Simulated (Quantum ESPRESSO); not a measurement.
# Pressure shift of the zone-centre T2 phonon of zinc-blende BAs between −3.94 and +20.08 GPa, from LDA linear response

Squeezing a crystal stiffens its bonds, yet equal steps of pressure do not raise a phonon frequency by equal amounts. In zinc-blende BAs the question is how many cm⁻¹ each GPa adds to the zone-centre T2 mode, and whether the loss of slope sets in at some pressure or runs through the whole series. BAs is of interest as a very good conductor of heat for cooling electronics, and the shift of its optical phonon line can serve as a gauge of stress in a device. The frequencies are harmonic LDA values for the static lattice, relaxed at each pressure. Without the LO-TO term they correspond to the transverse optical mode. The pressure shift is given as a slope between rows, compression being positive.

## Computational details

One crystal, BAs (zinc-blende) (known phase), relaxed in cell and atoms at each target pressure, inside its symmetry. Program: Quantum ESPRESSO 7.5, plane waves, LDA, GBRV ultrasoft potentials, scalar-relativistic, no spin-orbit coupling, no spin; linear response at the zone centre. Plane-wave runs: cutoff 680 eV; k meshes with a least product of divisions and cell-vector length from 25 to 28 Å; fixed occupations.

- pressure (GPa): hydrostatic pressure of the static lattice, compression positive.
- Kohn-Sham gap (eV): Kohn-Sham gap, lowest empty minus highest filled level on the k mesh.
- T2 mode (cm⁻¹): zone-centre mode T2, no LO-TO term, no sum rule.
- volume per atom (Å³): volume per atom of the relaxed cell.

Input lines of one member:

```
phonons
&INPUTPH
  prefix = 'x'
  outdir = './tmp'
  fildyn = 'g.dyn'
  tr2_ph = 1.0d-18
  epsil  = .true.
/
0.000000000000 0.000000000000 0.000000000000
```

Command (options for logging and memory left out): `OMP_NUM_THREADS=1 mpirun -n 4 ph.x -nk 4 -in ph.in > ph.out`

## Results

| member | pressure (GPa) | Kohn-Sham gap (eV) | T2 mode (cm⁻¹) | volume per atom (Å³) |
| --- | --- | --- | --- | --- |
| −3.94 GPa | −3.94 | 1.14 | 682.2 | 13.76 |
| +0.06 GPa | 0.06 | 1.12 | 702.6 | 13.37 |
| +4.06 GPa | 4.06 | 1.10 | 721.2 | 13.03 |
| +8.07 GPa | 8.07 | ? | ? | ? |
| +12.07 GPa | 12.07 | 1.06 | 754.7 | 12.46 |
| +16.07 GPa | 16.07 | 1.04 | 769.9 | 12.22 |
| +20.08 GPa | 20.08 | 1.02 | 784.3 | 11.99 |

Cells marked ? are withheld until the estimate has been made.

Least-squares fits to the members shown, with x = pressure (GPa); R² in the fitted variables, residuals in the unit of y:

| y | members | fit | R² | rms residual | leave-one-out rms | standard deviation of y |
| --- | --- | --- | --- | --- | --- | --- |
| T2 mode (cm⁻¹) | 6 | y = 701.7 + 4.232 x | 1.00 | 2.0 | 3.3 | 40 |
| volume per atom (Å³) | 6 | y = 13.394 − 0.072976 x | 0.99 | 0.054 | 0.092 | 0.69 |

## Reading the trend

The T2 frequency rises at every step between the rows shown, but by less and less per GPa. Between −3.94 and +0.06 GPa the slope is (702.6 − 682.2) / 4.00 = 5.10 cm⁻¹ per GPa; between +16.07 and +20.08 GPa it is (784.3 − 769.9) / (20.08 − 16.07) = 3.59 cm⁻¹ per GPa. Around zero pressure, the rows on either side give (721.2 − 682.2) / (4.06 + 3.94) = 4.9 cm⁻¹ per GPa.

No single pressure marks a kink. The slope falls from each interval to the next, and it falls fastest at the tension end. The fitted 4.232 cm⁻¹ per GPa is therefore an average over the series and too low for use near ambient pressure. Despite its R², the straight line lies above the computed values at both ends and below them in between.

In this mode the boron and arsenic sublattices move against each other, so its frequency measures the stiffness of the B–As bond. With the masses fixed, the force constant goes as the frequency squared and grows by (784.3 / 682.2)² = 1.32 over the series, while the volume shrinks by 13 %.

Against the inverse of the volume the bend almost vanishes. The mode Grüneisen parameter, γ = −d ln ω / d ln V, is ln(784.3 / 682.2) / ln(13.76 / 11.99) = 1.01, and the product of frequency and volume stays constant within 0.3 % over the six rows.

The bend thus comes from the compressibility. In dω/dP = γω/B, the bulk modulus B = −V dP/dV rises from 13.37 × (4.06 + 3.94) / (13.76 − 13.03) = 147 GPa around +0.06 GPa to 12.22 × (20.08 − 12.07) / (12.46 − 11.99) = 208 GPa around +16.07 GPa. This gain of about 40 % outweighs the 10 % gain in ω. Each further GPa removes less volume, and so stiffens the bond less.

## Predicting the missing value

Plain estimates from the members shown:

- +8.07 GPa, fit at x = 8.07: 735.9 cm⁻¹
- +8.07 GPa, straight-line interpolation between +4.06 GPa and +12.07 GPa: w = (8.07 − 4.06) / (12.07 − 4.06) = 0.501, so 721.2 + 0.501 × (754.7 − 721.2) = 738.0 cm⁻¹

The straight-line fit, at 735.9 cm⁻¹, ignores the bend and can be set aside. Interpolation between the two neighbours, at 738.0 cm⁻¹, is closer but still low, because a chord lies below a curve whose slope is falling.

The size of this shortfall follows from the rows themselves, which form three pairs centred on +8.07 GPa within 0.01 GPa. Their mean frequencies are:

- 4 GPa to either side: (721.2 + 754.7) / 2 = 737.95 cm⁻¹
- 8 GPa to either side: (702.6 + 769.9) / 2 = 736.25 cm⁻¹
- 12 GPa to either side: (682.2 + 784.3) / 2 = 733.25 cm⁻¹

For a smooth curve the shortfall grows, to leading order, as the square of the half-width, so the three pairs fall short by b, 4b and 9b. The two inner pairs give b = (737.95 − 736.25) / 3 = 0.57 cm⁻¹, and the estimate is 737.95 + 0.57 = 738.5 cm⁻¹.

The same rule can be tried on the innermost pair. The two outer pairs give b = (736.25 − 733.25) / 5 = 0.60 cm⁻¹, which predicts an inner mean of 736.25 + 3 × 0.60 = 738.05 cm⁻¹, against 737.95 cm⁻¹ from the table. This miss of 0.1 cm⁻¹ is taken as the error bar. No further shift is added, since the crystal keeps its structure and the neighbouring rows show no jump in volume or gap.

**Committed estimate, +8.07 GPa: T2 mode = 738.5 ± 0.1 cm⁻¹.**

## The withheld result

| member | pressure (GPa) | Kohn-Sham gap (eV) | T2 mode (cm⁻¹) | volume per atom (Å³) |
| --- | --- | --- | --- | --- |
| +8.07 GPa | 8.07 | 1.08 | 738.5 | 12.73 |

| member | estimate | T2 mode (cm⁻¹) | computed | estimate − computed | miss in error bars |
| --- | --- | --- | --- | --- | --- |
| +8.07 GPa | committed | 738.5 | 738.5 | 0.0 | 0.0 |
| +8.07 GPa | fit | 735.9 | 738.5 | −2.6 |  |
| +8.07 GPa | interpolation | 738.0 | 738.5 | −0.5 |  |

The computed T2 frequency at +8.07 GPa is 738.5 cm⁻¹, equal to the estimate at the printed precision and so inside the error bar of 0.1 cm⁻¹. Interpolation between the neighbours came out 0.5 cm⁻¹ too low and the straight-line fit 2.6 cm⁻¹ too low, both with the sign expected of a slope that falls with pressure.

The correction for curvature was sound: the chord between the two neighbours falls short by 738.5 − 737.95 = 0.55 cm⁻¹, where 0.57 cm⁻¹ had been inferred from the wider pairs. This confirms a smooth bend but says little about its cause.

The volume column bears more directly on the mechanism. At +8.07 GPa the product of frequency and volume per atom is 738.5 × 12.73 = 9401 cm⁻¹ Å³, between the values of the two neighbours, 721.2 × 13.03 = 9397 and 754.7 × 12.46 = 9404. The new row thus supports the view that the mode follows the volume almost in inverse proportion, and that the bend against pressure comes from the crystal becoming harder to compress.

## Members off the line

Least-squares fits to the whole series, with x = pressure (GPa); R² in the fitted variables, residuals in the unit of y:

| y | members | fit | R² | rms residual | leave-one-out rms | standard deviation of y |
| --- | --- | --- | --- | --- | --- | --- |
| T2 mode (cm⁻¹) | 7 | y = 702.1 + 4.232 x | 1.00 | 2.0 | 3.3 | 37 |
| volume per atom (Å³) | 7 | y = 13.383 − 0.072976 x | 0.99 | 0.057 | 0.092 | 0.63 |

Largest departures from the fit to the whole series:

| member | T2 mode (cm⁻¹) | fit | computed − fit | in rms residuals |
| --- | --- | --- | --- | --- |
| −3.94 GPa | 682.2 | 685.4 | −3.2 | 1.6 |
| +20.08 GPa | 784.3 | 787.1 | −2.8 | 1.4 |
| +8.07 GPa | 738.5 | 736.3 | +2.2 | 1.1 |
| +4.06 GPa | 721.2 | 719.3 | +1.9 | 0.9 |

None of the seven pressures stands out: the largest departure from the line is 1.6 rms residuals, and the signs form a regular pattern, −3.2 and −2.8 cm⁻¹ at the two ends and +2.2 cm⁻¹ at +8.07 GPa in the middle. This is what a straight line leaves behind when it is laid through a smoothly bending series, so the departures belong to the form of the fit and not to single members.

## Conclusions and limits

Between −3.94 and +20.08 GPa the T2 mode stiffens at every step, with a slope that falls gradually from 5.10 to 3.59 cm⁻¹ per GPa. Dividing 9401 cm⁻¹ Å³ by the volume per atom reproduces the seven frequencies with a typical miss of 0.5 cm⁻¹, against a standard deviation of 37 cm⁻¹.

For a stress gauge near zero pressure, the local slope is (721.2 − 682.2) / (4.06 + 3.94) = 4.9 cm⁻¹ per GPa, so a shift of 1 cm⁻¹ stands for about 0.2 GPa of hydrostatic pressure.

No omitted effect is expected to exceed the 102 cm⁻¹ spanned by the table, but two matter for the absolute line position. Exchanging boron-11 for boron-10 raises the frequency by roughly 4 %, or 30 cm⁻¹, through the reduced mass. Warming to room temperature lowers it by roughly a few cm⁻¹. Pressure is therefore better read from a shift within one sample at one temperature.

[Logs are printed without paths, hosts, clocks, repeated set-up lines and the standing remarks that a program may print on its own settings, such as how far it seeks lower states.]

[On method and selection: Runs that did not converge, have known faults or may not be shown are not listed, and runs on Ansatz's PAW sets soft_1 and soft_2 are kept to separate tables.]
